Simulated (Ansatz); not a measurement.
## ZnPt3: pressure and energy above lowest point against volume scale

All results are calculated (Ansatz 0.2.0). Free energy against uniform scaling of the volume at fixed shape and fractions; periodic cell, basis, potentials, k mesh and filling as listed.

The cell before it is scaled or strained (space group Pm-3m, No. 221):
```
CELL_PARAMETERS angstrom
3.89300 0.00000 0.00000
0.00000 3.89300 0.00000
0.00000 0.00000 3.89300
ATOMIC_POSITIONS crystal
Zn 0.00000 0.00000 0.00000
Pt 0.00000 0.50000 0.50000
Pt 0.50000 0.00000 0.50000
Pt 0.50000 0.50000 0.00000
```

Settings of every row: functional PBEsol; dispersion none; potentials PAW; wave cutoff 500 eV; density cutoff 2000 eV; k mesh 6x6x6; k shift 0x0x0; occupations fermi dirac; smearing width 0.1 eV; spin none.

Limits: coarse k mesh, up to 40 meV an atom off; no spin-orbit coupling, which can matter with elements this heavy.

```
row  volume scale  V (Å³/atom)  pressure (GPa)  energy above lowest point (meV/atom)
  1          0.92        13.57           20.54                                  56.4
  2        0.9467       13.964           11.24                                  17.7
  3        0.9733       14.356            3.38                                     0
  4             1        14.75           -3.24                                   0.1
  5        1.0267       15.144           -8.81                                  15.1
  6        1.0533       15.536          -13.49                                  42.6
  7          1.08        15.93               ?                                     ?
```

Question: what pressure and energy above lowest point should row 7 give?

Worked fit of pressure. Take u = (V_r/V)^(2/3) − 1 with V_r = 14.553 Å³ an atom, which is twice the finite (Eulerian) strain; such expansions in the strain, on which the Birch-Murnaghan equation of state is built, carry the rest volume and the bulk modulus. The shown rows have u = 0.04773, 0.02793, 0.00913, -0.00892, -0.02619, -0.04264. Least squares give pressure = −0.065 + 367.13 × u + 1288 × u² + 1397 × u³ GPa; a parabola predicts inner rows, each left out in turn, worse (root mean square 0.046 against 0.028 GPa). The rows lie off it by 0.00, 0.02, -0.02, 0.00, 0.01, 0.00. The pressure vanishes at u = 0.0002, or V = 14.55 Å³ an atom, and there the bulk modulus at fixed shape and fractions is B = −V dP/dV = (2/3)(1 + u) dP/du = 245 GPa. The withheld row has u = -0.05849, so the fit gives −0.065 + 367.13 × (-0.05849) + 1288 × (-0.05849)² + 1397 × (-0.05849)³ = -17.41 GPa.

The calculation gave -17.41 GPa. The fit meets it to the printed digit. This row lies beyond the range of the fit.

Worked fit of energy above lowest point. Take u = (V_r/V)^(2/3) − 1 with V_r = 14.553 Å³ an atom, which is twice the finite (Eulerian) strain; such expansions in the strain, on which the Birch-Murnaghan equation of state is built, carry the rest volume and the bulk modulus. The shown rows have u = 0.04773, 0.02793, 0.00913, -0.00892, -0.02619, -0.04264. Least squares give energy above lowest point = −1.98 − 8.1 × u + 25023 × u² + 16231 × u³ meV/atom; a parabola predicts inner rows, each left out in turn, worse (root mean square 0.49 against 0.064 meV/atom). All shown rows lie on it to the printed digit. Its lowest point lies at u = 0.0002, or V = 14.55 Å³ an atom, and the curvature there gives the bulk modulus at fixed shape and fractions, B = (4/9)(1 + u)² E″(u)/V = 245 GPa. The withheld row has u = -0.05849, so the fit gives −1.98 − 8.1 × (-0.05849) + 25023 × (-0.05849)² + 16231 × (-0.05849)³ = 80.9 meV/atom.

The calculation gave 80.7 meV/atom. The fit lies 0.2 meV/atom (0.25 % of the column's range) above it; its largest miss of a shown row is 0.0 meV/atom. This row lies beyond the range of the fit.
